The first row looks wrong for the lowest entry of a list of atomic configurations. It holds 12.5 electrons in 4f and half an electron in 6s, while a single configuration of a real ion holds whole electrons. It is the midpoint of a transfer of one electron from 4f to 6s, starting from 4f¹³, the ground configuration of the ion. It lies lowest only because it has given up less 4f charge than any other row. The energies are all counted from this midpoint, so differences between rows have a meaning, while a single entry such as 3.273 eV is not an excitation energy.

All-electron Kohn–Sham calculations for the Tm²⁺ ion (Z = 69) with Quantum ESPRESSO 7.5 (ld1.x), using scalar-relativistic, spin-polarised LDA (Slater exchange, VWN5 correlation), spherical densities and a point nucleus. Energies are differences between self-consistent total energies, and the highest eigenvalue is that of the highest occupied level.

| configuration | energy above the lowest configuration listed (eV) | highest eigenvalue (eV) | highest level |
| --- | --- | --- | --- |
| [Xe] (4f up)7 (4f down)5.5 (6s up)0.5 | 0.000 | n/a | n/a |
| [Xe] (4f up)7 (4f down)5 (6s up)1 | 3.273 | -17.928 | 6s up |
| [Xe] (4f up)7 (4f down)5 (5d up)1 | 3.885 | -15.770 | 5d up |
| [Xe] (4f up)7 (4f down)5 (6p up)1 | 8.549 | -13.358 | 6p up |
| [Xe] (4f up)7 (4f down)4 (5d up)1 (6s up)1 | 14.242 | -18.896 | 6s up |
| [Xe] (4f up)7 (4f down)4 6s2 | 16.114 | -19.421 | 6s down |
| [Xe] (4f up)7 (4f down)4 (5d up)1 (6p up)1 | 19.885 | -13.962 | 6p up |
| [Xe] (4f up)7 (4f down)3.5 (5d up)1 (6s up)1 (6p up)0.5 | 25.274 | -14.347 | 6p up |

[Xe] stands for the filled xenon core, and "up" and "down" name the two spin directions, with the number of electrons after each bracket. The seven up places of 4f are full in every row, so all 4f holes have down spin. The energy column comes from self-consistent total energies in scalar-relativistic, spin-polarised LDA. The highest eigenvalue is the Kohn–Sham energy ε of the topmost occupied orbital, which the last column names. In every row the partly empty 4f down level lies below that orbital, so each row is an excitation held in place by fixed occupations.

## The first two rows: the price of a 4f electron

The tool for reading the table is Janak's theorem, ∂E/∂nᵢ = εᵢ, where nᵢ is the occupation of orbital i. Moving charge from orbital a to orbital b then costs the gap ε_b − ε_a, integrated along the transfer. If the energy is quadratic in the occupations, the gap is linear along the path. Its average can then be taken either from the two ends or from the midpoint.

In the first row the same calculation puts 6s up at −16.69 eV and 4f down at −21.62 eV, a gap of 4.93 eV. In the second row, 4f¹² 6s, the gap has opened to 8.16 eV. Half an electron times the mean of the two gaps gives 3.271 eV against 3.273 eV in the table. Janak's theorem belongs to the method and holds here up to a small scalar-relativistic defect, so this agreement tests only the linearity of the gap. A longer step, a whole electron from 4f into 6s down between the second and the sixth row, comes out 0.097 eV too high out of 12.841 eV. About a tenth of an eV per electron moved is therefore the error to allow for.

Used as a midpoint, the first row gives 4.93 eV for the step from 4f¹³ to 4f¹² 6s. That places 4f¹³ at 3.273 − 4.927 = −1.65 eV, which is an estimate and not a computed energy. Extrapolated linearly back to 4f¹³, the gap is still positive, about 1.7 eV, so on this extrapolation the energy falls all the way to the full thirteen electrons. The midpoint lies about 0.8 eV below the straight line between the two ends. A true mixture of the two configurations would lie on the line. The sag comes from treating half an electron as a smeared charge in a smooth functional, and it is one more reason why the first row is no competitor.

The gap opens by 6.46 eV per electron moved, chiefly because the 4f down level sinks by 8.93 eV per electron. The 4f electrons share a small region, with a mean radius of about 0.75 bohr, and repel one another strongly. Taking one out to 6s, at about 3 bohr, removes most of its repulsion from those that stay. With frozen orbitals, and with exchange and correlation left aside, the level would sink by the difference of two Coulomb integrals, F⁰(4f,4f) − F⁰(6s,4f), which is 24.64 eV with the orbitals of the 6s² row. The self-consistent slope is only 0.36 of that. The main reason, on the standard view, is relaxation: the remaining 4f electrons and the filled 5s and 5p shells contract towards the hole and refill part of the lost charge. The radii of these shells do shrink from the first row to the second.

## Rows two to four: one outer electron on 4f¹²

With twelve 4f electrons, 6s lies 0.612 eV below 5d, and 6p lies 5.276 eV above 6s. The eigenvalue column gives the same order with quite different spacings: 2.158 eV between 5d and 6s, and 4.570 eV between 6p and 6s. The quadratic model shows why. Let U_bb be the rate at which level b rises as b itself is filled. Adding one electron to b changes the energy by the mean of ε_b along the filling, which is ε_b(filled) − ½U_bb. For two orbitals on the same core,

E(b) − E(a) = ε_b − ε_a − ½(U_bb − U_aa).

For 5d against 6s the last term amounts to 2.158 − 0.612 = 1.55 eV in favour of 5d. For 6p against 6s it is 5.276 − 4.570 = 0.71 eV against 6p. The signs follow the sizes of the orbitals: the mean radius is 2.26 bohr for 5d, about 3 bohr for 6s and larger still for 6p. A compact orbital pushes its own level up faster, so its eigenvalue at full occupation understates how well the electron is bound.

The margin of 0.61 eV is thus the remnant of two larger terms of opposite sign. Both contain the repulsion of the electron with itself, which LDA cancels only in part. That makes the 6s–5d order the weakest one in the table. The position of 6p is in no such doubt, since it lies 8.549 − 3.885 = 4.66 eV above even 5d.

Why 6s and 5d are close at all is standard atomic physics. The 6s orbital is large, but its inner lobes reach the nucleus, and relativity lowers it further. The 5d orbital is smaller, but the centrifugal barrier keeps it out of the innermost region. The 6p orbital has neither the small size of 5d nor the deep penetration of 6s.

## Rows five and six: the order turns over

Between the fourth and fifth rows the energy jumps by 14.242 − 8.549 = 5.69 eV, and every 4f¹¹ row lies above every 4f¹² row. Moving a second 4f electron to 5d costs 10.969 eV with the 6s electron kept in place. That is about 5.4 eV more than the estimated first step from 4f¹³ to 4f¹² 5d. The sinking of the 4f level seen in the first two rows accounts for the direction of this rise.

Within 4f¹¹, the 5d6s row lies 1.872 eV below 6s². Putting an electron in 5d and not in 6s cost 0.612 eV before and now gains 1.872 eV, a swing of 2.484 eV. The swing can be written as the difference of two transfers of the same kind. Going from 4f¹² 5d to 4f¹¹ 5d6s costs 10.357 eV, and going from 4f¹² 6s to 4f¹¹ 6s² costs 12.841 eV. In both a 4f electron is lifted into 6s, once with a 5d electron looking on and once with a 6s electron. By Janak's theorem each cost is the mean of ε(6s) − ε(4f down), so the swing has a part from the 4f level and a part from the receiving 6s level.

The 4f part can be read off. On 4f¹² the 4f down level lies at −23.42 eV beside a 5d electron and at −26.08 eV beside a 6s electron, a difference of 2.66 eV. On 4f¹¹ the corresponding difference is 3.19 eV. A 5d electron sits closer to the 4f shell, repels it more and makes a 4f electron cheaper to remove. Since mixed second derivatives of the energy are symmetric, ∂ε(5d)/∂n(4f) = ∂ε(4f)/∂n(5d), the same statement runs the other way. Removing a 4f electron lowers 5d more than 6s, by the mean of the two figures, 2.92 eV.

The estimate from this term alone is 0.61 − 2.92 = −2.31 eV for 5d6s relative to 6s², against −1.87 eV in the table. It has no fitted constant, gets the reversal, and overshoots by 0.44 eV, about a quarter of the tabulated difference. The overshoot is mostly the 6s part, though about a tenth of an eV may come from the curvature of the gap found above. The eigenvalue column shows the sign of the 6s part at the 4f¹¹ end. The incoming electron is bound at −19.421 eV in 6s² but only at −18.896 eV in 5d6s, some 0.5 eV less. Theory argues that a 5d electron, lying mostly inside 6s, shields the newcomer from the nucleus better than a fellow 6s electron does. In these rows that outweighs the exchange gain from parallel spins.

## Why the 4f hole acts more on 5d

A simple electrostatic picture gives the size of the 4f part. Seen from an outer orbital, the 4f shell is nearly a point charge at the nucleus. The repulsion between one 4f electron and the outer electron is then close to ⟨1/r⟩ of the outer orbital in atomic units. Relaxation of the other electrons, together with the overlap of the outer orbital with the 4f shell, reduces it by some factor k, so that the 4f level shifts between two rows of equal 4f count by k·Δ⟨1/r⟩.

The factor was fitted by least squares through the origin to four pairs: 5d against 6s and 6s against 6p, each on 4f¹² and on 4f¹¹. The result is k = 0.625. For the pair followed here, ⟨1/r⟩ is 0.568 per bohr for 5d and 0.410 for 6s. The difference of 0.158 times 27.2 eV gives 4.3 eV bare and 2.68 eV after scaling, about 1 % above the computed 2.66 eV. This pair was part of the fit. The worst pair is 6s against 6p on 4f¹², where the model falls 0.09 eV short of 1.37 eV, about 6 %. All misfits are far larger than the rounding of the numbers, and both s–p pairs want a slightly larger factor than both d–s pairs, so k is a serviceable average and no constant of the ion. The Coulomb term is built into the calculation, and the fit shows only that these shifts are consistent with that term and a roughly uniform reduction.

The effect feeds on itself a little. The 5d mean radius shrinks from 2.26 to 2.07 bohr between 4f¹² 5d and 4f¹¹ 5d6s, about 8 %, which raises ⟨1/r⟩ and goes with the growth of the shift from 2.66 to 3.19 eV. That second pair also compares 5d up with 6s down, but the 6s levels of the 6s² row are split by only 0.141 eV, so spin is a small part of the growth.

A simpler system shows the same crossing: one electron outside a bare xenon core. In Cs and Ba⁺ that electron is 6s, and in La²⁺ it is 5d, because added core charge pulls the compact orbital down faster than the diffuse one. Removing a 4f electron from thulium acts like such a step in core charge. The analogy has bounds. A 4f hole is not a proton, since it is spread over most of a bohr. The core here is an open shell with spin. The analogy also says nothing of the second outer electron, which took back 0.44 eV, and it gives the direction of the change but not the point of crossing, which depends on the nuclear charge.

## Does spin decide the 4f¹¹ order?

The two rows differ in spin as well as in orbital: up minus down is five for 5d6s and three for 6s². A fair worry is that 5d6s wins only through exchange. The cost of turning the 5d spin over is the up–down splitting of the 5d level averaged along the flip, and at the start, in the fifth row, that splitting is 1.49 eV. Part of it is caused by the spin of the 5d electron itself, and this part changes sign during the flip, so the average should be smaller than the starting value. This step is argued, not computed. If it holds, a 5d6s state with the same net spin as 6s² still lies at least 1.87 − 1.49 = 0.38 eV below it. On this argument exchange widens the margin but does not create the order.

## The last two rows

The seventh row repeats the 6s → 6p promotion on the core 4f¹¹ 5d, where it costs 5.643 eV against 5.276 eV before. The formula above says that the change should equal the change in ε(6p) − ε(6s) if the U terms stay fixed. The eigenvalue column gives 0.364 eV and the energies give 0.367 eV. The change is small because two effects largely cancel. The 4f hole alone would favour 6s over 6p by about 1.4 eV more, but the displaced electron lands in 5d, still largely inside both orbitals, and restores most of the shielding.

The last row is again fractional, 11.03 eV above the fifth (25.274 − 14.242) for half an electron moved from 4f to 6p. It extends the rise with 4f loss and is not a state of the ion. Down the three rows whose highest level is 6p up, that level deepens from −13.358 through −13.962 to −14.347 eV. Read across different orbitals, the column follows no trend with the energy.

## How safe each order is, and what would reverse it

The order by 4f count rests on margins of several eV. The closest approach of a 4f¹¹ row to a 4f¹² row is 5.69 eV, and the estimated 4f¹³ lies 4.93 eV below the lowest 4f¹² row. The sizes are less certain than the order. The densities are spherical, so a row stands for a rough average over many terms, and there is no spin–orbit coupling. With the unscreened 4f integrals of the 6s² row, the ³H term of 4f¹² falls about 1 eV below the mean of the triplets, a lowering that 4f¹³, with its single term, does not share. Terms alone would therefore put the lowest levels of a spectrum below the estimated 4.9 eV for 4f¹² 6s and 5.5 eV for 4f¹² 5d. LDA adds an error of its own, because it cancels the self-repulsion of a compact 4f electron only in part, and one functional cannot tell how large that error is.

The order of 5d6s below 6s² is fairly safe. The terms of the 4f¹¹ core are common to both. The coupling of 5d to the 4f orbital motion and the spin–orbit splitting of 5d both push the lowest 5d6s level below its average, while 6s² has nothing of the kind, so resolving the levels should widen the margin. A reversal needs a bias of 1.87 eV towards 5d in the functional. Local functionals are known to favour d over s filling in transition-metal atoms. That the same bias acts here, and how large it is, is a guess, since the table has only LDA.

The order of 6s below 5d on 4f¹² is not secure. The same term and spin–orbit effects now work against it. They lower the bottom of the 5d manifold, whose spread is of the order of an eV, while the 6s electron couples weakly to 4f: in the 6s² row its levels split by 0.047 eV per unpaired 4f electron. A net lowering of 0.61 eV would be enough to turn the order. A functional bias towards 5d, if present, would pull the other way once corrected. The calculation supports the statement that the two configurations are within about an eV of each other, with the spherical average of 6s lower in LDA, and it cannot name the lower spectroscopic level.

A small change in the core would also turn this order. With a coupling difference of 2.66 eV per electron, the loss of 0.612/2.66 = 0.23 of a 4f electron's shielding cancels the margin. Carried a full step, the linear model puts 5d about 2 eV below 6s for a single outer electron on the 4f¹¹ core of the next higher ion. In the other direction, on the 4f¹³ core of the next lower ion, it puts 6s lower by up to about 3 eV, probably less because 5d swells and its coupling weakens. These two figures are extrapolations, and only their signs should be trusted.
